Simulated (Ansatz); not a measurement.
# TePb: energy above lowest point against volume scale

All results are calculated (Ansatz 0.2.0). Free energy against uniform scaling of the volume at fixed shape and fractions; periodic cell, basis, potentials, k mesh and filling as listed.

The cell before it is scaled or strained (space group Fm-3m, No. 225):
```
CELL_PARAMETERS angstrom
0.00000 3.24170 3.24170
3.24170 0.00000 3.24170
3.24170 3.24170 0.00000
ATOMIC_POSITIONS crystal
Te 0.50000 0.50000 0.50000
Pb 0.00000 0.00000 0.00000
```

Settings of every row: functional r2SCAN; dispersion D3(BJ)+ATM; accuracy low; potentials PAW; wave cutoff 550 eV; density cutoff 2200 eV; k mesh 5x5x5; k shift 0x0x0; occupations fermi dirac; smearing width 0.1 eV; spin none; xc grid level 2; SCF threshold exponent -6.

Limits: loose SCF threshold; no spin-orbit coupling, which can matter with elements this heavy.

| row | volume scale | V (Å³/atom) | energy above lowest point (meV/atom) |
| --- | --- | --- | --- |
| 1 | 0.9406 | 32.042 | 23.7 |
| 2 | 0.9703 | 33.054 | 6.8 |
| 3 | 1 | 34.066 | 0 |
| 4 | 1.0297 | 35.078 | ? |
| 5 | 1.0594 | 36.089 | 10 |

Question: what energy above lowest point should row 4 give?

Worked fit of energy above lowest point. Take u = (V_r/V)^(2/3) − 1 with V_r = 33.56 Å³ an atom, which is twice the finite (Eulerian) strain; such expansions in the strain, on which the Birch-Murnaghan equation of state is built, carry the rest volume and the bulk modulus. The shown rows have u = 0.03134, 0.01018, -0.00993, -0.04728. Least squares give energy above lowest point = 2.28 + 345.1 × u + 10759 × u² meV/atom; a straight line predicts inner rows, each left out in turn, worse (root mean square 10 against 0.22 meV/atom). The rows lie off it by 0.0, -0.1, 0.1, 0.0. The withheld row has u = -0.02906, so the fit gives 2.28 + 345.1 × (-0.02906) + 10759 × (-0.02906)² = 1.3 meV/atom.

The calculation gave 1.7 meV/atom. The fit lies 0.4 meV/atom (24 % of the value, 1.7 % of the column's range) below it; its largest miss of a shown row is 0.1 meV/atom.
